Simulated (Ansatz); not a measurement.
## A series in volume per atom on Sn

All results are calculated (Ansatz 0.2.0). Periodic Kohn-Sham DFT of a crystal at fixed atoms; pressure and stress are positive in compression; the energy is the free energy less that of spherical unpolarised free atoms; site moments are those in the method's own spheres, positive along +z.

Cell of the first row (space group Fd-3m, No. 227):
```
Sn
1.0
      0.0000     3.2605     3.2605
      3.2605     0.0000     3.2605
      3.2605     3.2605     0.0000
Sn
2
Direct
  0.00000 0.00000 0.00000
  0.25000 0.25000 0.25000
```

Settings of every row: method all-electron LAPW; functional PBE; relativity scalar; k mesh 9x9x9; filling fermi-dirac; smearing width 0.05 eV; basis error target 0.5 meV/atom; nucleus gaussian.

Atom start moment: 0 on all atoms.

```csv
row,volume per atom (Å³),energy less free atoms (eV/atom),pressure (GPa)
1,34.662,-3.8067,2.536
2,35.749,?,?
3,36.855,-3.8232,0.015
4,37.96,-3.8198,-0.957
5,39.066,-3.8103,-1.773
```

Question: what energy less free atoms and pressure should row 2 give?

Worked fit of energy less free atoms. Take u = (V_r/V)^(2/3) − 1 with V_r = 37.407 Å³ an atom, which is twice the finite (Eulerian) strain; such expansions in the strain, on which the Birch-Murnaghan equation of state is built, carry the rest volume and the bulk modulus. The shown rows have u = 0.05212, 0.00996, -0.00974, -0.02852. Least squares give energy less free atoms = −3.82236 − 0.1679 × u + 8.984 × u² eV/atom; a straight line predicts inner rows, each left out in turn, worse (root mean square 0.0089 against 0.00016 eV/atom). The rows lie off it by 0.0000, -0.0001, 0.0001, 0.0000. Its lowest point lies at u = 0.0093, or V = 36.89 Å³ an atom, and the curvature there gives the bulk modulus at fixed shape and fractions, B = (4/9)(1 + u)² E″(u)/V = 35.3 GPa. The withheld row has u = 0.03069, so the fit gives −3.82236 − 0.1679 × (0.03069) + 8.984 × (0.03069)² = -3.8191 eV/atom.

The calculation gave -3.8192 eV/atom. The fit lies 0.0001 eV/atom (0.61 % of the column's range) above it, one unit of the last digit.

Worked fit of pressure. Take u = (V_r/V)^(2/3) − 1 with V_r = 37.407 Å³ an atom, which is twice the finite (Eulerian) strain; such expansions in the strain, on which the Birch-Murnaghan equation of state is built, carry the rest volume and the bulk modulus. The shown rows have u = 0.05212, 0.00996, -0.00974, -0.02852. Least squares give pressure = −0.4928 + 49.539 × u + 164.37 × u² GPa; a straight line predicts inner rows, each left out in turn, worse (root mean square 0.16 against 0.0055 GPa). The rows lie off it by 0.000, -0.002, 0.003, -0.001. The pressure vanishes at u = 0.0096, or V = 36.87 Å³ an atom, and there the bulk modulus at fixed shape and fractions is B = −V dP/dV = (2/3)(1 + u) dP/du = 35.5 GPa. The withheld row has u = 0.03069, so the fit gives −0.4928 + 49.539 × (0.03069) + 164.37 × (0.03069)² = 1.182 GPa.

The calculation gave 1.175 GPa. The fit lies 0.007 GPa (0.16 % of the column's range) above it; its largest miss of a shown row is 0.003 GPa.
